# Two capacitors, one link: the body-referenced drain current and the conductance sum rule

A long-channel MOSFET has four terminals, and at low frequency one current flows through it, in at the drain and out at the source. Linearised, that current has four slopes, one for each terminal voltage. Today I will show that only three of them are ever independent, and that in strong inversion with a constant slope factor only two are. The model has two channel nodes, two capacitors on each node and one conducting link. We solve it exactly and put in numbers for a silicon nMOS common-gate stage at 100 µA.

## Conventions

All four potentials $V_G, V_S, V_D, V_B$ are counted from an arbitrary ground until I say otherwise. $I_D$ is positive into the drain. $V$ is the electron quasi-Fermi potential in the channel, and $Q>0$ is the magnitude of the electron charge per area. Each slope is taken with the other three potentials fixed:

$$g_m=\frac{\partial I_D}{\partial V_G},\quad g_{mb}=\frac{\partial I_D}{\partial V_B},\quad g_{md}=\frac{\partial I_D}{\partial V_D},\quad g_{ms}=-\frac{\partial I_D}{\partial V_S}.$$

The minus sign makes $g_{ms}$ positive. The source-referenced $g_{ds}=\partial I_D/\partial V_{DS}$ at fixed $V_{GS}$ and $V_{BS}$ moves the drain alone, so $g_{ds}=g_{md}$. In the same way $g_m$ and $g_{mb}$ coincide with their source-referenced definitions.

## One node

In strong inversion the band bending at the surface is pinned at $\psi_0+V-V_B$, and I set $\psi_0=2\phi_F$. The oxide then carries the charge $C_{ox}(V_G-V-V_{FB}-\psi_0)$, with $V_{FB}$ the flat-band voltage. This charge is balanced by electrons and by ionised acceptors. The single idealisation of the model is that the acceptor charge is that of a linear capacitor, $Q_{b0}+C_d(V-V_B)$. The electrons take what is left:

$$Q(V)=C_{ox}(V_G-V-V_{T0})+C_d(V_B-V),\qquad V_{T0}=V_{FB}+\psi_0+\frac{Q_{b0}}{C_{ox}}.\tag{1}$$

Collect the terms in $V$ and define the slope factor $n=1+C_d/C_{ox}$:

$$Q(V)=nC_{ox}(V_P-V),\qquad V_P=\frac{1}{n}(V_G-V_{T0})+\frac{n-1}{n}V_B.\tag{2}$$

The pinch-off voltage $V_P$ is the channel potential at which the node is empty. It is the output of a capacitive divider between gate and body. The two weights, $1/n$ and $(n-1)/n$, add to one, and most of this talk follows from that.

## One link

Put one node at the source and one at the drain. Join them by a sheet of width $W$, length $L$ and constant mobility $\mu$, whose charge is the mean of the two node charges. With $\beta=\mu C_{ox}W/L$,

$$I_D=\mu\frac{W}{L}\,\frac{Q(V_S)+Q(V_D)}{2}\,(V_D-V_S)=\frac{n\beta}{2}\,(2V_P-V_S-V_D)(V_D-V_S).$$

The two brackets are the sum and the difference of $V_P-V_S$ and $V_P-V_D$, so

$$I_D=\frac{n\beta}{2}\left[(V_P-V_S)^2-(V_P-V_D)^2\right],\qquad V_S,V_D\le V_P.\tag{3}$$

If we now ground the body, $V_P=(V_G-V_{T0})/n$, and (3) is the body-referenced form familiar from the model of Enz, Krummenacher and Vittoz. It is a forward term minus a reverse term, and it changes sign when source and drain are exchanged. For $V_D>V_P$ the drain node cannot hold negative charge. The link then ends at $V_P$, the reverse term is dropped, and the device is saturated.

**Question.** *A channel is a continuum. Why should I believe one lumped link?*

Because the continuum gives the same number. Current continuity, $I_D=\mu W Q\,dV/dx$, integrates to $I_D=\mu(W/L)\int_{V_S}^{V_D}Q\,dV$. The integrand (2) is linear in $V$, and the trapezoid rule is exact for a linear function. You can also test it by adding a node. Cut the channel at $L/2$, so that each half has $2\beta$, and write $a=V_P-V_S$, $b=V_P-V_D$ and $m=V_P-V_M$ for the middle node. Equal currents require $n\beta(a^2-m^2)=n\beta(m^2-b^2)$, so $m^2=(a^2+b^2)/2$. The current is $n\beta(a^2-m^2)=\tfrac{n\beta}{2}(a^2-b^2)$, which is (3) again.

## Contact with the source-referenced form

The threshold seen from the source is the $V_{GS}$ at which the source node empties. From (1) it is $V_T=V_{T0}+(n-1)V_{SB}$, with $V_{SB}=V_S-V_B$. Then

$$V_{GS}-V_T=V_G-V_{T0}+(n-1)V_B-nV_S=n(V_P-V_S).\tag{4}$$

In (3) write $b=a-V_{DS}$, so that $a^2-b^2=2aV_{DS}-V_{DS}^2$. With (4),

$$I_D=\beta\left[(V_{GS}-V_T)V_{DS}-\frac{n}{2}V_{DS}^2\right].$$

Saturation sets in at $V_{DS}=a=(V_{GS}-V_T)/n$, with $I_D=\beta(V_{GS}-V_T)^2/2n$. The two forms are one function in two sets of variables.

## Four slopes in the model

Differentiate (3). Source and drain appear explicitly, gate and body only through $V_P$:

$$g_{ms}=n\beta(V_P-V_S),\qquad g_{md}=n\beta(V_P-V_D),\qquad \frac{\partial I_D}{\partial V_P}=g_{ms}-g_{md}.$$

The divider weights of (2) finish the job:

$$g_m=\frac{g_{ms}-g_{md}}{n},\qquad g_{mb}=\frac{n-1}{n}\,(g_{ms}-g_{md})=(n-1)\,g_m.\tag{5}$$

Below saturation $g_m=\beta V_{DS}$. In saturation $g_{md}=0$, $g_{ms}=ng_m$ and $g_{ms}=\sqrt{2n\beta I_D}$. I obtained $g_{mb}$ by direct differentiation, with no appeal to any symmetry. Now add the two parts of (5). The weights sum to one, so $g_m+g_{mb}=g_{ms}-g_{md}$.

## The general statement

Forget the model. Let $I_D$ be any differentiable function of the four terminal potentials. The zero of potential is arbitrary, so $I_D(V_G+\delta,V_S+\delta,V_D+\delta,V_B+\delta)$ does not depend on $\delta$. The derivative at $\delta=0$ gives

$$g_{ms}=g_m+g_{mb}+g_{ds}.\tag{6}$$

The model reproduces (6) identically. In matrix language, with the terminals ordered D, G, S, B and no gate or body current, the admittance matrix is the outer product of the column $(1,0,-1,0)$ with the row $(g_{ds},g_m,-g_{ms},g_{mb})$. Its columns add to zero by charge conservation and its rows by (6).

The two results have different standing. Equation (6) needs only that these four terminals are all there is. Equation (5) needs one more thing: gate and body must act only through the combination $V_G+(n-1)V_B$ with constant $n$. That gives $g_{mb}=(n-1)g_m$, and (6) then gives $g_m=(g_{ms}-g_{ds})/n$, whatever the function may be.

**Question.** *In the body-referenced form $V_B$ never appears. Where does $g_{mb}$ come from?*

From (6). Grounding the body uses up the freedom of the common shift. Raising the body by $\delta$ is the same as lowering the other three terminals by $\delta$, which changes the current by $(g_{ms}-g_m-g_{md})\,\delta$.

## Numbers: a common-gate stage at 100 µA

For silicon I use two compiled values at 300 K, the static dielectric constant 11.7 (Ioffe Institute) and the band gap 1.12 eV (Wing 2021). The other inputs are typical or assumed: a typical SiO$_2$ dielectric constant of 3.9, a typical intrinsic density $n_i=1.0\times10^{10}$ cm$^{-3}$, a typical channel mobility of 400 cm$^2$/(V s), and an assumed design with $t_{ox}=10$ nm, $N_A=10^{17}$ cm$^{-3}=10^{-4}$ nm$^{-3}$, $L=10^4$ nm and $W=5\times10^4$ nm. The assumed bias has the body grounded, the source at 0.5 V, a 3.0 V supply and a load $R_L=10$ kΩ, so $V_D=2.0$ V. Intermediate values are carried unrounded.

At 300 K, $k_BT=0.02585$ eV, and $U_T=k_BT/q$ is the same number in volts. The body Fermi level lies $k_BT\ln(N_A/n_i)=0.417$ eV below the intrinsic level, so $\psi_0=0.833$ V. I assume an n$^+$ silicon gate with its Fermi level at the conduction-band edge, the intrinsic level at midgap and no oxide charge. Then $V_{FB}=-(0.56+0.417)$ V $=-0.977$ V. The oxide gives $C_{ox}=3.453$ fF/µm$^2$ and $\beta=691$ µA/V$^2$.

I freeze $C_d$ at its value under the source. The depletion depth there is $x_d=\sqrt{2\varepsilon_{Si}(\psi_0+V_{SB})/qN_A}=131.3$ nm, so $C_d=\varepsilon_{Si}/x_d=0.789$ fF/µm$^2$ and

$$n-1=\frac{11.7}{3.9}\,\frac{t_{ox}}{x_d}=0.228 .$$

The divider weights are 0.814 for the gate and 0.186 for the body, and $n\beta=848$ µA/V$^2$. The body factor is $\gamma=\sqrt{2q\varepsilon_{Si}N_A}/C_{ox}=0.528$ V$^{1/2}$. The depletion charge at the source, divided by $C_{ox}$, is $\gamma\sqrt{\psi_0+V_{SB}}=0.609$ V, so $V_T=V_{FB}+\psi_0+0.609$ V $=0.466$ V, and the linear model has $V_{T0}=V_T-(n-1)V_{SB}=0.352$ V.

For 100 µA in saturation, $V_P-V_S=\sqrt{2I_D/n\beta}=0.4855$ V. Hence $V_P=0.9855$ V, the overdrive (4) is 0.596 V and $V_G=1.562$ V. The drain is well above $V_P$. The middle node of the three-node chain has $m=a/\sqrt2=0.343$ V and sits at $V_M=0.642$ V. The table adds a second point with the same gate and source and the drain pulled down to 0.7 V, where $V_P-V_D=0.2855$ V.

| $V_D$ (V) | $I_D$ (µA) | $g_m$ (µS) | $g_{mb}$ (µS) | $g_{md}$ (µS) | $g_{ms}$ (µS) |
|---|---|---|---|---|---|
| 2.0 | 100 | 335.3 | 76.6 | 0 | 411.9 |
| 0.7 | 65.4 | 138.1 | 31.6 | 242.2 | 411.9 |

These digits are the model's, printed so that the sums can be checked; we will see how many survive. Each row obeys (6). And $g_{ms}$ is the same in both rows, because it equals $\mu(W/L)Q(V_S)$ and the source node does not know about the drain.

Now drive the source with a small signal $v_s$, gate and body at signal ground. Then $i_d=-g_{ms}v_s+g_{ds}v_d$ and $v_d=-R_Li_d$, so $i_d=-g_{ms}v_s/(1+g_{ds}R_L)$. The current into the source is $-i_d$, and

$$R_{in}=\frac{1+g_{ds}R_L}{g_{ms}},\qquad A_v=\frac{v_d}{v_s}=\frac{g_{ms}R_L}{1+g_{ds}R_L}.\tag{7}$$

Insert (6) and $r_o=1/g_{ds}$, and the first expression becomes $(r_o+R_L)/[1+(g_m+g_{mb})r_o]$, the usual circuit formula. In the saturated model $R_{in}=1/g_{ms}=2.43$ kΩ and $A_v=4.12$, non-inverting. Writing $1/g_m$ instead would give 2.98 kΩ, too high by the factor $n$, or 23 per cent. The body supplies 19 per cent of the input conductance. In this stage the body effect raises the gain.

**Question.** *What if the body is tied to the source, in an isolated well?*

Then $v_b=v_s$ and the signal sees $g_{ms}-g_{mb}=g_m+g_{ds}$. If the tie acts on the signal only and the 0.5 V bias is kept, you get exactly the 2.98 kΩ and a gain of 3.35. A direct tie also sets $V_{SB}=0$ and changes $n$.

## What the frozen capacitor costs

**Question.** *The depletion charge goes as a square root. I have seen $n$ evaluated at the source and at pinch-off. Which one belongs in (5)?*

Neither, and this can be done in closed form. Replace the linear capacitor by the depletion result, with $s(V)=\sqrt{\psi_0+V-V_B}$:

$$I_D=\beta\int_{V_S}^{V_D}\left[V_G-V-V_{FB}-\psi_0-\gamma s(V)\right]dV .$$

The limits give $g_{ms}$ and $g_{md}$ as $\beta$ times the integrand at each end. The gate gives $g_m=\beta V_{DS}$. For the body, $\partial s/\partial V_B=-ds/dV$, so $g_{mb}=\beta\gamma(s_D-s_S)$. The sum rule holds, as it must. Since $V_{DS}=s_D^2-s_S^2$,

$$\frac{g_{mb}}{g_m}=\frac{\gamma}{s_D+s_S}.\tag{8}$$

This is the chord of the square root between the two ends, and (5) holds with $\bar n=1+\gamma/(s_D+s_S)$. In saturation the upper limit is $V_P$, where the integrand vanishes, so $s_D\to s_P$ and

$$I_D=\beta\left[\tfrac12(V_P-V_S)^2+\tfrac{\gamma}{3}(s_P-s_S)^2(s_P+2s_S)\right].$$

Solving for 100 µA gives $V_P=0.990$ V and $V_G=1.559$ V, with $g_m=339$, $g_{mb}=71$ and $g_{ms}=410$ µS. The ratio (8) is 0.211. It lies between the tangent at the source, $\gamma/2s_S=0.228$, and the tangent at pinch-off, $\gamma/2s_P=0.195$. To first order the chord falls below the source tangent by the fraction $(V_P-V_S)/4(\psi_0+V_{SB})=0.09$. So the frozen capacitor puts $g_{mb}$ 7 per cent too high and $g_{ms}$ only 0.5 per cent too high. Note also that the $V_{T0}$ of the linear model is an extrapolation along the tangent. The square-root threshold at $V_{SB}=0$ is 0.338 V, lower by 13 mV. Finally, the surface potential pins somewhat above $2\phi_F$; an assumed extra $6U_T$ would turn 0.228 into 0.216.

**Question.** *You pinned the surface potential, so you have no diffusion current. Is 100 µA strong inversion?*

Fairly strong. In the charge-sheet approximation $Q\,dV=Q\,d\psi_s-U_T\,dQ$, with $\psi_s$ the surface potential, and the two capacitors give $d\psi_s=-dQ/nC_{ox}$. Integrate from the source to an empty drain, with $q_S=Q(V_S)/C_{ox}$:

$$I_D=\beta\left[\frac{q_S^2}{2n}+U_Tq_S\right],\qquad g_{ms}=\beta q_S=n\beta\left[\sqrt{U_T^2+\frac{2I_D}{n\beta}}-U_T\right].$$

The inversion coefficient $I_D/2n\beta U_T^2$ is 88. At fixed current $g_{ms}$ drops to 391 µS, by 5 per cent, and $R_{in}$ rises to 2.56 kΩ. But $dV=-dQ/nC_{ox}-U_T\,dQ/Q$ still makes $Q$ a function of $V_P-V$ alone. The current is $F(V_P-V_S)-F(V_P-V_D)$ with a new $F$, and (5) is untouched.

**Question.** *And the finite output conductance in saturation?*

It is no longer the reverse term of (3), but it is still $\partial I_D/\partial V_D$, and it enters (6). A correction factor that depends on $V_D-V_S$ or on $V_D-V_P$ leaves gate and body acting through $V_P$, so (5) survives with $g_{ds}$ in the place of $g_{md}$. Add an assumed $g_{ds}=2$ µS at unchanged $g_m$ and $g_{mb}$. Then $g_{ms}=413.9$ µS, and (7) gives 2.46 kΩ and a gain of 4.06. Velocity saturation is small at this length. A typical $v_{sat}=10^7$ cm/s gives $Lv_{sat}/\mu=25$ V, against which 0.4855 V is 2 per cent. Dividing the current by $1+(V_P-V_S)/(25\text{ V})$ lowers $g_{ms}$ at fixed current by the same 2 per cent.

**Question.** *Then what breaks the ratio, apart from the square root?*

A mobility that feels the depletion charge. Write $q=Q/C_{ox}$, let $q_b$ be the depletion charge over $C_{ox}$, and take the typical form $\mu\propto e^{-1/3}$, where $e=q_b+q/2$ is the variable proportional to the effective vertical field. In the linear model the gate changes $q$ with slope 1 and leaves $q_b$ alone, while the body changes $q$ with slope $n-1$ and $q_b$ with slope $-(n-1)$. Differentiating $\int\mu q\,dV$, the parts through $q$ keep the ratio $n-1$, and the part through $q_b$ is extra:

$$g_{mb}-(n-1)g_m=(n-1)\,I_D\left\langle\frac{1}{3e}\right\rangle,$$

where the average over $V$ has the weight $\mu q$. Here $e$ falls linearly from 0.907 V at the source to 0.720 V at pinch-off. Its mean with weight $q$ is 0.845 V, a field $C_{ox}e/\varepsilon_{Si}$ of 0.028 V/nm. The extra term is about 9 µS, or 12 per cent of $g_{mb}$. It adds about 0.03 to the ratio, while the chord removes about 0.02. The two are of similar size and opposite sign, so correcting one alone is no clear gain. The source mobility, which fixes $g_{ms}$, lies about 2 per cent below the weighted mean.

## What stands

The sum rule (6) came through every refinement exactly, because it rests on the arbitrary zero of potential. Relation (5) is exact whenever gate and body act through one linear divider, and for this device the ratio $g_{mb}/g_m$ moves by about a tenth once they do not. The corrections to the input resistance, in contrast, all point the same way. At fixed current the square root, diffusion, the source mobility (reading 400 cm$^2$/(V s) as the weighted mean) and velocity saturation each lower $g_{ms}$. Multiplying these four factors, which is good to first order, and adding the assumed $g_{ds}$ takes $g_{ms}$ from 0.41 to 0.37 mS, $R_{in}$ from 2.4 to 2.7 kΩ and the gain from 4.1 to 3.7. The model's answer for the stage, at the precision its approximations support, is therefore $g_{ms}\approx0.4$ mS, an input resistance of about 2.4 to 2.7 kΩ with the refined value at the upper end, a gain somewhat below 4, and a body share of about one fifth of the input conductance.